A band level is the energy of one electron state at one wave vector, here measured from the top of the filled bands in the same calculation. It was computed with PBE, whose exchange depends only on the local density and its gradient, and with HSE06, which replaces a quarter of the short-range exchange by exact exchange. The bands v1 and v2 are the highest and second-highest filled ones, c1 and c2 the lowest and second-lowest empty ones. The atoms stay fixed, so the steps between the two levels of theory are purely electronic.

Band levels of SiC3 (ordered alloy on the diamond lattice, space group P-4m2, 4 atoms per cell) with PBE (cheaper level, 10×10×6 k mesh) and HSE06 (costlier level, 6×6×4), each from its own valence top; v1 is the top filled band, c1 the lowest empty one. Ansatz 0.2.0, plane-wave PAW, 420 eV cutoff, no spin polarisation, cell relaxed with r2SCAN.

| point name | band v2, cheaper level (eV) | band v1, cheaper level (eV) | band c1, cheaper level (eV) | band c2, cheaper level (eV) | band v2, costlier level (eV) | band v1, costlier level (eV) | band c1, costlier level (eV) | band c2, costlier level (eV) |
| --- | --- | --- | --- | --- | --- | --- | --- | --- |
| Gamma | 0.000 | 0.000 | 1.859 | 2.882 | 0.000 | 0.000 | 2.890 | 3.959 |
| X | -4.006 | -0.849 | 4.724 | 5.856 | -4.232 | -0.994 | 6.064 | 7.064 |
| M | -5.312 | -3.878 | 1.647 | 1.647 | -5.737 | -4.308 | 2.608 | 2.608 |
| Z | -1.454 | -1.454 | 2.681 | 2.985 | -1.588 | -1.588 | 3.842 | 4.025 |
| R | -2.273 | -0.733 | 3.010 | 5.586 | -2.457 | -0.871 | 4.127 | 7.021 |
| A | -6.711 | -6.317 | 5.424 | 5.424 | -7.220 | -6.934 | 6.682 | 6.682 |

**What happens.** Going from PBE to HSE06 moves the empty levels up and stretches the bands. Every empty level in the table rises, by 0.96 to 1.44 eV. Every tabulated filled level below the top sinks, by little near the top and by about 0.6 eV for v1 at A. Yet in each of the four bands the six points keep their order in energy, so, judged by HSE06, PBE draws the right map with the wrong scale.

**Why there is a step.** Consider first a crystal pulled apart into separate units, each with one filled and one empty level. Exact exchange binds an electron through its overlap with filled states. A filled state counts itself among these, while an empty state does not, so the filled level is bound more strongly. A semilocal functional such as PBE has a single exchange potential for both and misses most of this distinction, which is why it usually makes gaps too small. In this limit the bands are flat, and the correction is a rigid shift across the gap.

**Why there is a stretch.** The opposite limit is the uniform electron gas, a simpler system with wide bands and no gap. There exact exchange binds the slowest electrons most and the fast ones least, whereas a local functional gives them all the same exchange potential. Replacing one by the other pushes the bottom of the band down and the high states up. The analogy holds for the direction of the stretch only: the gas has no bonds and no gap, and so no step.

**A simple model.** SiC3 lies between these limits, so its correction should contain both parts. To first order, a level changes by the difference between the two exchange operators, averaged over its state. If that average changes at a nearly steady rate with the PBE energy $E$, a straight line describes it within each group of bands:

$$\Delta E_\text{filled} \approx s_v E, \qquad \Delta E_\text{empty} \approx \Delta_0 + s_c E .$$

The filled line passes through zero because both scales start at the valence top. The slope $s_v$ was fitted to v1 at the five points below the top, and $\Delta_0$ and $s_c$ to c1 at all six points. The slopes come out at 10 % and 8 %. The constant $\Delta_0$, 0.88 eV, belongs to an energy where no empty state exists and is only a parameter of the line.

**One estimate in full.** The lowest filled band at Gamma took no part in the fit and lies far below the levels that did. PBE puts it at −18.70 eV. The line gives $-18.70 \times 1.1026 = -20.62$ eV, and HSE06 itself gives −20.51 eV. The line thus overshoots the computed change of 1.81 eV by 0.11 eV, or 6 %.

**How far to trust it.** Other bands are less obliging. For v2, also outside the fit, the stretch brings the typical miss from 0.36 eV for plain PBE down to 0.14 eV, but at X it predicts nearly twice the computed change. For c2 the line has a typical miss of 0.10 eV, against 0.16 eV for a rigid shift by the mean change of c1, though at X the rigid shift is the better of the two. The printed analysis after this text gives the misses point by point.

These failures have a pattern: states of similar energy can respond differently. The third-highest filled band at Gamma even rises by 0.03 eV, where a stretch would lower it. Exact exchange depends on the shape of an orbital, and a line in energy knows nothing of shape. Differences in orbital character are therefore the likely cause, though this has not been tested here.

**The gap needs the right wave vector.** The lowest empty state lies between Gamma and M, at none of the tabulated points. HSE06 on its own 6×6×4 mesh steps over it and reports the M value, 2.61 eV. One additional point, placed close to the PBE minimum, lowers the gap to 2.33 eV. That may still be slightly too high, because the HSE06 minimum need not sit exactly there.

A coarse mesh thus spoils part of what the costlier functional was meant to buy. The PBE gap of 1.41 eV, corrected with the c1 line, gives 2.41 eV, closer to the better HSE06 value than HSE06 on the mesh alone. This is a rough comparison, since the PBE and HSE06 gaps were read at slightly different wave vectors and the line is extended a little below its fitted range.

**What it costs.** Exact exchange couples each wave vector to all the others, so its work grows much faster with the mesh than that of PBE. Moving from the 6×6×4 mesh to the 10×10×6 mesh used for PBE would multiply the exact-exchange work by about 12, but semilocal work by only about 3. These factors come from counting wave vectors, not from timing. One well-placed extra point is far cheaper than a dense HSE06 mesh.

**What to do.** The choice depends on the energy difference that matters:

- To find roughly where the band extrema lie, use PBE on a dense mesh.
- For an overview of the two highest filled and two lowest empty bands to within about 0.2 eV, compute a few HSE06 points and correct PBE with one line for the filled and one for the empty bands. A rigid shift would leave the filled bands too narrow.
- For the gap, or for the spacing of two conduction valleys, run HSE06 at the wave vectors that PBE has found and at a few close by, since the extrema may shift.

The last case is the strictest. M is not itself the bottom of a valley, but it shows the size of the effect: between Gamma and M the spacing of c1 grows from 0.21 eV in PBE to 0.28 eV in HSE06. The difference of 0.07 eV is nearly three times the thermal energy at room temperature, enough to change the relative population of two such states more than tenfold.

For an absolute gap, such precision would be misleading. HSE06 usually comes closer to measured gaps of such covalent semiconductors than PBE does, but this cell is a hypothetical ordering with no measurement to judge it by. The calculation also holds the nuclei still. In diamond, their zero-point motion lowers the gap by roughly a few tenths of an eV, more than the typical miss of the lines.

Printed output of the fit:

```
fit of dv1 on 5 rows (point_v1 < 0): coefficient of point_v1 0.1026 +/- 0.0064; rms 0.0436, worst R 0.0628, leave-one-out rms 0.0622
  rows outside the fit (model, value, miss): Gamma 0, 0, 0
fit of dc1 on 6 rows: constant 0.8753 +/- 0.066, coefficient of point_c1 0.08354 +/- 0.019; rms 0.0524, worst A 0.0704, leave-one-out rms 0.0936
HSE06 less PBE, and miss of the lines on the second bands (prediction less value), eV:
    row  v2 change  v1 change  c1 change  c2 change   v2 miss   c2 miss
  Gamma          0          0      1.031      1.077         0   0.03908
      X     -0.226     -0.145       1.34      1.208   -0.1851    0.1565
      M     -0.425      -0.43      0.961      0.961   -0.1201   0.05191
      Z     -0.134     -0.134      1.161       1.04  -0.01521   0.08469
      R     -0.184     -0.138      1.117      1.435  -0.04925  -0.09302
      A     -0.509     -0.617      1.258      1.258   -0.1797   0.07044
spread of the c1 change over the six points, eV: 0.379
mean c1 change used as rigid shift, eV: 1.145
rms miss of the rigid shift on c1, eV: 0.1282
leave-one-out rms of the rigid shift on c1, eV: 0.1539
rms miss on c2 at four independent points, rigid shift, eV: 0.1611
rms miss on c2 at four independent points, line from c1, eV: 0.1023
rms miss on v2 at four independent points, PBE left as it is, eV: 0.3622
rms miss on v2 at four independent points, stretch from v1, eV: 0.1444
valence bottom at Gamma, PBE, eV: -18.7
valence bottom at Gamma, HSE06, eV: -20.51
valence bottom at Gamma, PBE stretched by the v1 line, eV: -20.62
change of the third valence band at Gamma, HSE06 less PBE, eV: 0.02707
HSE06 gap estimated from the PBE gap by the c1 line, eV: 2.408
HSE06 gap estimated from the PBE gap by the rigid shift, eV: 2.559
HSE06 gap on the 6x6x4 mesh alone less gap with the extra point, eV: 0.2763
factor in exact-exchange work if HSE06 took the PBE mesh, scaling only: 11.67
factor in semilocal work for the same change of mesh, scaling only: 2.8
```
